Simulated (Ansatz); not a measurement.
# C4H4Si (SMILES C#C[SiH2]C#C): methods side by side

C4H4Si: 9 atoms, total charge 0, spin state singlet. SMILES: `C#C[SiH2]C#C`. Geometry: relaxed at PBE0-D4/def2-TZVP.

Quantity: the electronic atomisation energy, in eV. The values are calculated. Electronic energies at fixed atoms, without zero-point motion or spin-orbit coupling.

```tsv
level	kind	program	value (eV)	less CCSD(T)/cc-pVDZ	CPU time (all runs)
SVWN5/cc-pVDZ	LDA	Ansatz	44.36	+8.11	2 s
BLYP/cc-pVDZ	GGA	Ansatz	38.55	+2.30	3.1 s
PBE/cc-pVDZ	GGA	Ansatz	39.82	+3.57	3 s
r2SCAN/cc-pVDZ	meta-GGA	Ansatz	38.86	+2.61	5.8 s
B3LYP/cc-pVDZ	global hybrid	Ansatz	38.50	+2.25	3.4 s
CAM-B3LYP/cc-pVDZ	range-separated hybrid	Ansatz	38.66	+2.41	3.4 s
B2PLYP/cc-pVDZ	double hybrid	Ansatz	38.15	+1.90	4.7 s
RPA@PBE/cc-pVDZ	RPA	Ansatz	34.42	-1.83	4.9 s
CCSD(T)/cc-pVDZ	coupled cluster or CI	Ansatz	36.25	0.00	9 s
CCSD/cc-pVDZ	coupled cluster or CI	Ansatz	35.64	-0.61	7.5 s
```

Differences are taken from CCSD(T)/cc-pVDZ for orientation; it has basis-set and higher-order errors of its own. Correlated wave functions underbind in double-zeta sets. The values span 34.42 to 44.36 eV. CPU times are rough (shared hosts, several kinds of processor and program).

The clearest change is the drop from SVWN5, at 44.36 eV, to the gradient-corrected functionals. The local density approximation misses more exchange energy in the free atoms, with their strongly inhomogeneous densities, than in the molecule, and so overbinds. Exact exchange brings no comparable shift: BLYP and B3LYP nearly coincide, and CAM-B3LYP lies slightly above both.

Perturbative triples add 0.61 eV to the CCSD value. Atomisation breaks two carbon–carbon triple bonds, whose compact π pairs carry much correlation energy that the separated atoms lack, so connected triples favour the molecule.

BLYP, r2SCAN and the hybrids, including B2PLYP, fall between 38.15 and 38.86 eV, all well above CCSD(T); this common offset probably reflects in large part the slower basis-set convergence of the coupled-cluster correlation energy. The differences therefore don't rank the functionals by accuracy, and B2PLYP's closeness to CCSD(T) is no proof of a better description. Nor does the total separate the strength of the Si–C bonds from that of the ethynyl groups.
